\section*{Detailed balance for cluster-expansion barriers with a BEP proximity factor}

I want to know when Br{\o}nsted--Evans--Polanyi (BEP) barriers tied to a cluster expansion give lattice kinetics that relaxes to the Gibbs measure of that expansion, and what freedom the proximity factor $w$ keeps. Energies are in eV, and $\beta=1/k_BT$.

\subsection*{Premises}

(P1) A configuration $s=\{n_i\}$, $n_i\in\{0,1\}$, lists the occupied fcc sites of a finite Pt(111) terrace, $N=\sum_i n_i$. One Hamiltonian gives its energy,
\begin{equation}
H(s)=\epsilon\sum_i n_i+\sum_{i<j}V_{ij}n_in_j+\sum_{i<j<k}W_{ijk}n_in_jn_k .
\tag{1}
\end{equation}
$H$ refers to potential-energy minima, counted per atom from half the minimum energy of O$_2$. Zero-point energies sit in the partition functions.

(P2) The dynamics is a continuous-time Markov chain, and every step $s\to s'$ has its reverse $s'\to s$ in the list. For each step type one direction is labelled forward, once and for all.

(P3) For a forward step $s\to s'$ put $\Delta E(s)=H(s')-H(s)$, with value $\Delta E_0$ when no spectators are present. The barriers are
\begin{align}
E_f(s)&=E_{f0}+w\,[\Delta E(s)-\Delta E_0], \tag{2}\\
E_r(s)&=E_{r0}-(1-w)\,[\Delta E(s)-\Delta E_0], \tag{3}
\end{align}
with $E_{f0}-E_{r0}=\Delta E_0$. $E_r(s)$ belongs to the move $s'\to s$, and the $\Delta E$ in it is that of the forward move, sign included.

(P4) Rates have the transition-state form $k_f=A_fe^{-\beta E_f}$, $k_r=A_re^{-\beta E_r}$, both directions cross the same dividing surface, and the vibrational partition function $q_{\rm O}$ of an adsorbed atom does not depend on its neighbours.

\subsection*{Step 1: the reaction energy of a hop}

Eq.~(1) is linear in each $n_k$. For a hop $i\to j$ let $s^0$ be the spectators, with $i$ and $j$ both empty. Then
\begin{equation}
H=H(s^0)+n_ie_i+n_je_j+n_in_je_{ij},\qquad
e_k=\epsilon+\sum_lV_{kl}n_l+\sum_{l<m}W_{klm}n_ln_m ,
\tag{4}
\end{equation}
with $l,m$ running over spectators, and $e_{ij}$ collecting clusters that hold both $i$ and $j$. The end states have $(n_i,n_j)=(1,0)$ and $(0,1)$, so $n_in_j=0$ in both and
\begin{equation}
\Delta E_{i\to j}=e_j(s^0)-e_i(s^0)=-\Delta E_{j\to i}.
\tag{5}
\end{equation}
Both directions see the same $s^0$, and trios enter on the same footing as pairs.

\subsection*{Step 2: the ratio of rates}

Subtracting (3) from (2),
\begin{equation}
E_f-E_r=(E_{f0}-E_{r0})+[w+(1-w)]\,(\Delta E-\Delta E_0)=\Delta E_0+\Delta E-\Delta E_0=\Delta E(s).
\tag{6}
\end{equation}
The factor $w$ has cancelled. The reason shows in the transition-state energy reached from either side,
\begin{equation}
E^\ddagger=H(s)+E_f=H(s')+E_r=(1-w)H(s)+wH(s')+E_{f0}-w\Delta E_0 .
\tag{7}
\end{equation}
There is one transition state per pair of configurations, and $w$ only says how its energy interpolates between the end states. Hence $k_f/k_r=(A_f/A_r)e^{-\beta\Delta E}$, and the prefactor ratio still has to be fixed.

For a hop between fcc sites (P4) gives $A_f=A_r=(k_BT/h)\,q^\ddagger/q_{\rm O}$, so the ratio is 1. For O$_2$(g) dissociating onto a given pair of empty sites, the forward rate is $k_BT/h$ times the weight of the activated complex in equilibrium with the gas, and the reverse rate refers it to two adsorbed atoms:
\begin{equation}
A_f=\frac{k_BT}{h}\,q^\ddagger e^{\beta\mu_{\rm O_2}},\qquad
A_r=\frac{k_BT}{h}\,\frac{q^\ddagger}{q_{\rm O}^2},\qquad
\frac{A_f}{A_r}=e^{2\beta\mu},\quad \mu\equiv\tfrac12\mu_{\rm O_2}+k_BT\ln q_{\rm O},
\tag{8}
\end{equation}
with $\mu_{\rm O_2}$ counted from the O$_2$ minimum. In both cases $q^\ddagger$ cancels, so it may depend on the spectators. With $\Delta N=0$ for the hop and 2 for adsorption, and $\Omega=H-\mu N$, both cases read
\begin{equation}
\frac{k(s\to s')}{k(s'\to s)}=e^{\beta\mu\Delta N-\beta\Delta E}=e^{-\beta[\Omega(s')-\Omega(s)]}
\quad\text{for every } w .
\tag{9}
\end{equation}
Mere proportionality to $e^{-\beta\Delta E}$ would not be enough. The constant must be $e^{\beta\mu\Delta N}$, with the same $\mu$ in all steps.

\subsection*{Step 3: the Gibbs measure is stationary and is approached}

Let $\pi(s)=e^{-\beta\Omega(s)}/\Xi$, $\Xi=\sum_se^{-\beta\Omega(s)}$. Eq.~(9) says $k(s\to s')/k(s'\to s)=\pi(s')/\pi(s)$, which is detailed balance:
\begin{equation}
c(s,s')\equiv\pi(s)\,k(s\to s')=\pi(s')\,k(s'\to s)=c(s',s).
\tag{10}
\end{equation}
If several channels join the same two configurations, each obeys (10) and so does their sum. In the master equation write $p(s)=\pi(s)u(s)$:
\begin{equation}
\dot p(s)=\sum_{s'}\big[k(s'\to s)p(s')-k(s\to s')p(s)\big]=\sum_{s'}c(s,s')\,[u(s')-u(s)] .
\tag{11}
\end{equation}
For $p=\pi$, $u=1$ and each term vanishes separately, so $\pi$ is stationary and no pair of configurations carries a net flux. For the approach take $D=\sum_sp^2/\pi-1=\sum_s\pi(u-1)^2\ge0$. Then $\dot D=2\sum_su(s)\dot p(s)$. Averaging this double sum with its copy under $s\leftrightarrow s'$, which the symmetry of $c$ allows, gives
\begin{equation}
\dot D=2\sum_{s,s'}c\,u(s)[u(s')-u(s)]=-\sum_{s,s'}c(s,s')\,[u(s)-u(s')]^2\le0 .
\tag{12}
\end{equation}
$D$ falls until $u$ is equal at both ends of every allowed step, that is, constant on each set of mutually reachable configurations. If all are connected, $p\to\pi$. With hops alone $N$ is conserved, $e^{\beta\mu N}$ is constant on each connected set, and the limit is the canonical law $e^{-\beta H}/Z_N$. The grand-canonical measure is then stationary for any $\mu$, and only exchange with the gas selects one. Since (10) holds pair by pair, restricting the moves to a subset of configurations leaves $\pi$, renormalised on that subset, stationary.

\subsection*{Step 4: cycles}

For a closed path $s_0\to s_1\to\dots\to s_M=s_0$ the exponents in (9) telescope:
\begin{equation}
\prod_{m=0}^{M-1}\frac{k(s_m\to s_{m+1})}{k(s_{m+1}\to s_m)}
=\exp\Big\{-\beta\sum_m[\Omega(s_{m+1})-\Omega(s_m)]\Big\}=e^{-\beta[\Omega(s_M)-\Omega(s_0)]}=1 .
\tag{13}
\end{equation}
The numerator is always the rate along the path, so a step run against its label contributes $k_r/k_f$. Different step types may have different $w$. This is where the single $H$ is needed: reaction energies fitted step by step are not differences of one function and need not sum to zero.

The converse is Kolmogorov's criterion. If (13) holds for every cycle, define $\tilde\pi(s)$ as the product of rate ratios along any path from a reference configuration. Two paths differ by a cycle, so $\tilde\pi$ is single-valued, and extending a path by one step gives detailed balance for $\tilde\pi$. Nothing here makes $\tilde\pi$ the Gibbs measure of the intended $H$ at the intended $T$. The cycle test is necessary and not sufficient.

\subsection*{Step 5: what $w$ does, and what may be added}

From (2) and (3),
\begin{equation}
\frac{\partial\ln k_f}{\partial w}=\frac{\partial\ln k_r}{\partial w}=-\beta\,[\Delta E(s)-\Delta E_0] .
\tag{14}
\end{equation}
Changing $w$ rescales both rates of a pair by one factor. It moves $c(s,s')$ and so the relaxation rates in (12), and leaves $\pi$ alone. Any term added to $E_f$ and $E_r$ alike is also harmless to (6), for instance a second expansion for the direct interaction of spectators with the transition state.

For large $|\Delta E-\Delta E_0|$ a linear barrier can go negative. Call (2) and (3) $E_f^{\rm lin}$ and $E_r^{\rm lin}$ and set $E_f=\max(0,\Delta E,E_f^{\rm lin})$. Subtracting $\Delta E$ from each argument and using (6),
\begin{equation}
E_f-\Delta E=\max(-\Delta E,\,0,\,E_r^{\rm lin})\equiv E_r ,
\tag{15}
\end{equation}
so this clipping keeps (6). It lifts $E^\ddagger$ to the higher end state. Clipping each barrier at zero only does not: with $E_r^{\rm lin}<0<E_f^{\rm lin}$ the difference becomes $E_f^{\rm lin}=\Delta E+E_r^{\rm lin}$, which is less than $\Delta E$.

\subsection*{Step 6: symmetry fixes $w$ for fcc--fcc hops}

Neighbouring fcc sites $i,j$ lie along a close-packed row, and the plane bisecting them is a mirror $\sigma$ of the (111) surface. It exchanges $i$ and $j$ and leaves $H$ invariant, so $\Delta E_0=0$ and $E_{f0}=E_{r0}=E_0$. Label $i\to j$ forward and let it cost $\delta$ among spectators $s^0$, so the barrier is $E_0+w\delta$. Its mirror image is $j\to i$ among $\sigma s^0$ at the same cost $\delta$. That move is the reverse of a forward step with $\Delta E=-\delta$, and (3) gives it $E_0+(1-w)\delta$. Mirror images have equal barriers, so
\begin{equation}
w\delta=(1-w)\delta\ \ \text{for all }\delta\quad\Rightarrow\quad w=\tfrac12 .
\tag{16}
\end{equation}
A labelled rule with $w\ne\frac12$ obeys detailed balance but breaks the mirror symmetry of the rates.

The trap is the unlabelled rule, in which every hop is treated as forward and gets $E_0+w\delta$ with its own $\delta$. By (5) the way back gets $E_0-w\delta$, and
\begin{equation}
\frac{k(s\to s')}{k(s'\to s)}=e^{-2w\beta\delta}.
\tag{17}
\end{equation}
With hops only, this is detailed balance for $e^{-2w\beta H}$, the canonical law at $T_{\rm eff}=T/2w$. Every cycle product is still 1, yet the layer equilibrates at the wrong temperature. With gas exchange obeying (9), take a cycle that adsorbs O$_2$, makes one hop of cost $\delta$ and desorbs O$_2$. The product would be 1 if the hop gave $e^{-\beta\delta}$, so with (17) it is
\begin{equation}
\Pi=e^{(1-2w)\beta\delta},
\tag{18}
\end{equation}
a spurious driving force.

\subsection*{Step 7: the path through the hcp hollow}

Each neighbouring fcc pair shares one hcp hollow $h$, and the O atom is usually taken to pass through it. For fcc$\to$hcp the end states are inequivalent and $w$ is free. Extend $H$ to hcp sites, write $H_X$ for the energy with the mobile atom at $X$ and fixed spectators, and let $\Delta_0$ and $E_1$ be the zero-coverage hcp--fcc energy and forward barrier. From (2) and (3),
\begin{equation}
k_{A\to h}=A_f\,e^{-\beta[E_1+w(H_h-H_A-\Delta_0)]},\qquad
k_{h\to X}=A_r\,e^{-\beta[E_1-\Delta_0-(1-w)(H_h-H_X-\Delta_0)]} .
\tag{19}
\end{equation}
If $h$ empties before the spectators move, the effective rate is the entry rate times the branching ratio, $k_{AB}=k_{A\to h}k_{h\to B}/\sum_Xk_{h\to X}$, where $X$ runs over the empty fcc sites round $h$, $A$ included. In the branching ratio only $e^{-\beta(1-w)H_X}$ survives. With $\bar H=(H_A+H_B)/2$ and $\delta=H_B-H_A$ one has $H_h-H_A=H_h-\bar H+\delta/2$ and $H_B-\bar H=\delta/2$. The factors $e^{-\beta w\delta/2}$ and $e^{-\beta(1-w)\delta/2}$ combine:
\begin{equation}
k_{AB}=A_f\,e^{-\beta\delta/2}\;
\frac{e^{-\beta[E_1+w(H_h-\bar H-\Delta_0)]}}{\sum_Xe^{-\beta(1-w)(H_X-\bar H)}} .
\tag{20}
\end{equation}
The fraction is symmetric under $A\leftrightarrow B$. So $k_{AB}/k_{BA}=e^{-\beta\delta}$ for any microscopic $w$, and the effective hop is the $w=\frac12$ rule times a symmetric factor of the kind allowed in Step 5.

\subsection*{Range of validity}

(i) Markov steps need the adatom to thermalise between hops. The Pt Debye temperature of 240~K (compiled value, Wikipedia) gives a substrate frequency $k_B\Theta_D/h=5.0\times10^{12}$~s$^{-1}$, and rates should lie far below it. Clipped, barrierless steps keep (9), but their absolute rate is outside (P4).

(ii) $q_{\rm O}$ does depend on neighbours. For three modes of a typical 55~meV, each with free energy $k_BT\ln[2\sinh(\beta\hbar\omega/2)]$, an assumed 10\% stiffening costs 14~meV at 500~K, a factor 1.4 in a rate ratio. That is not small against second-neighbour or trio terms. The remedy is to expand the free energy in place of $H$, after which Steps 2--4 go through unchanged. The same replacement absorbs the fcc and hcp partition functions in Step 7.

(iii) One reservoir, or reservoirs in mutual equilibrium. With several gases the adsorbate terms still telescope, but a cycle that takes a net $n_g$ molecules from gas $g$ leaves $\exp(\beta\sum_gn_g\mu_g)$, all $\mu_g$ on a common zero. With O$_2$ alone a closed cycle has $n=0$. For a catalytic turnover away from chemical equilibrium the product differs from 1, each step still obeys its own balance relation, and no Gibbs measure of the form used here is stationary.

(iv) Fixed lattice: no reconstruction, steps, subsurface O or oxide. Connectedness guarantees convergence but sets no time for it.

(v) Nothing above tests the linearity of (2). Detailed balance constrains $E_f-E_r$ and says nothing about $E_f+E_r$.

\subsection*{Numerical illustration}

Sites are $(m,n)=m\mathbf a_1+n\mathbf a_2$ with $60^\circ$ between the vectors, so $d^2=m^2+mn+n^2$ in units of the squared spacing, and $d^2=1,3,4$ are first, second and third neighbours. I orient the axes so that hcp hollows sit at $(\frac13,\frac13)$ and top-layer Pt atoms at $(\frac23,\frac23)$ in each cell. Assumed inputs of typical size: $V_1=0.20$, $V_2=0.04$, $W_t=0.05$~eV for a compact trio round one Pt atom, all else zero, $E_0=0.50$~eV, $A_f=A_r=10^{13}$~s$^{-1}$. At $T=500$~K, $k_BT=43.09$~meV and $\beta=23.21$~eV$^{-1}$. Rates carry three figures only so that the ratios can be followed.

The mobile atom visits $A=(0,0)$, $B=(1,0)$, $C=(0,1)$, the triangle round one hcp hollow. Spectators are held at $P=(2,-1)$, $Q=(2,0)$, $R=(-1,2)$. The centroid of $BPQ$ is $(\frac53,-\frac13)$, a Pt top position, so $W_t$ applies there. Energies omit terms common to the three states.
\begin{center}
\begin{tabular}{ccccll}
site & $d^2$ to $P$ & to $Q$ & to $R$ & terms & $H$ (eV)\\ \hline
$A$ & 3 & 4 & 3 & $2V_2$ & 0.08\\
$B$ & 1 & 1 & 4 & $2V_1+W_t$ & 0.45\\
$C$ & 4 & 3 & 1 & $V_1+V_2$ & 0.24
\end{tabular}
\end{center}
I compare (a) $w=\frac12$, (b) $w=0.3$ labelled forward along $A\to B\to C\to A$, and (c) $w=0.3$ unlabelled. For (a) clipping would start at $|\delta|=2E_0=1.0$~eV, and no barrier below is clipped. Entries are barriers along/against the cycle, in eV.
\begin{center}
\begin{tabular}{ccccc}
hop & $\delta$ & (a) & (b) & (c)\\ \hline
$AB$ & $0.37$ & 0.685/0.315 & 0.611/0.241 & 0.611/0.389\\
$BC$ & $-0.21$ & 0.395/0.605 & 0.437/0.647 & 0.437/0.563\\
$CA$ & $-0.16$ & 0.420/0.580 & 0.452/0.612 & 0.452/0.548
\end{tabular}
\end{center}
Rule (a) gives, in s$^{-1}$, $k_{AB}=1.25\times10^6$, $k_{BA}=6.68\times10^9$, $k_{BC}=1.04\times10^9$, $k_{CB}=7.98\times10^6$, $k_{CA}=5.84\times10^8$, $k_{AC}=1.43\times10^7$. The fastest is $7.5\times10^2$ times below the Debye frequency. The ratios along the cycle are $1.86\times10^{-4}$, 131 and 41.0, and the unrounded values multiply to 1.

Rule (b) multiplies both rates of each pair by $e^{-\beta(w-1/2)\delta}$, from (14): 5.57, 0.377 and 0.476. The ratios are those of (a), and both rules have the stationary state
\begin{equation}
(\pi_A,\pi_B,\pi_C)=(0.976,\ 1.82\times10^{-4},\ 0.0238),
\tag{21}
\end{equation}
the Boltzmann weights of the three states. The kinetics differs. The two non-zero relaxation rates of the three-state master equation are $6.1\times10^8$ and $7.7\times10^9$~s$^{-1}$ for (a), and $2.9\times10^8$ and $3.8\times10^{10}$~s$^{-1}$ for (b).

Rule (c) passes the three-site cycle test but settles at $(0.898,\ 5.20\times10^{-3},\ 0.0968)$, the law for $T_{\rm eff}=833$~K, with the trio state $B$ 29 times too likely. Now let O$_2$ dissociate onto, and leave from, first-neighbour pairs. Adsorb on $A,C$, hop $A\to B$, desorb from $B,C$. The atom at $C$ is a first neighbour of both $A$ and $B$ and closes no compact trio, so $\delta$ stays 0.37~eV and (18) gives $\Pi=31$, where (a) and (b) give 1.

Two omitted terms have sizes that matter here. With a typical $\Delta_0\approx0.4$~eV, and no interaction shift, the hcp state has weight $9\times10^{-5}$ relative to $A$, of the order of $\pi_B$. It leaves the ratios among fcc states untouched. The symmetric factor of (20) is also missing, and each 0.1~eV in it moves both rates of a pair by a factor 10.

All these numbers are the model's. The repulsive $V_1$ and $V_2$ were chosen so that $p(2\times2)$ is the densest layer free of interaction energy, in line with the typical ordering of O on Pt(111) at a quarter monolayer. The model's rate for an isolated atom is $9.1\times10^7$~s$^{-1}$ per neighbouring site. Diffusion barriers typically quoted for this system run from about 0.4 to 0.6~eV, so the model may miss the real rate at 500~K by roughly a factor 10 in either direction. A shift of 0.05~eV in $V_1$ moves $\pi_B/\pi_A$ by the same factor, since $B$ has two first neighbours and $A$ none. The agreement of (a) and (b) in (21) and the unit cycle product do not depend on these inputs.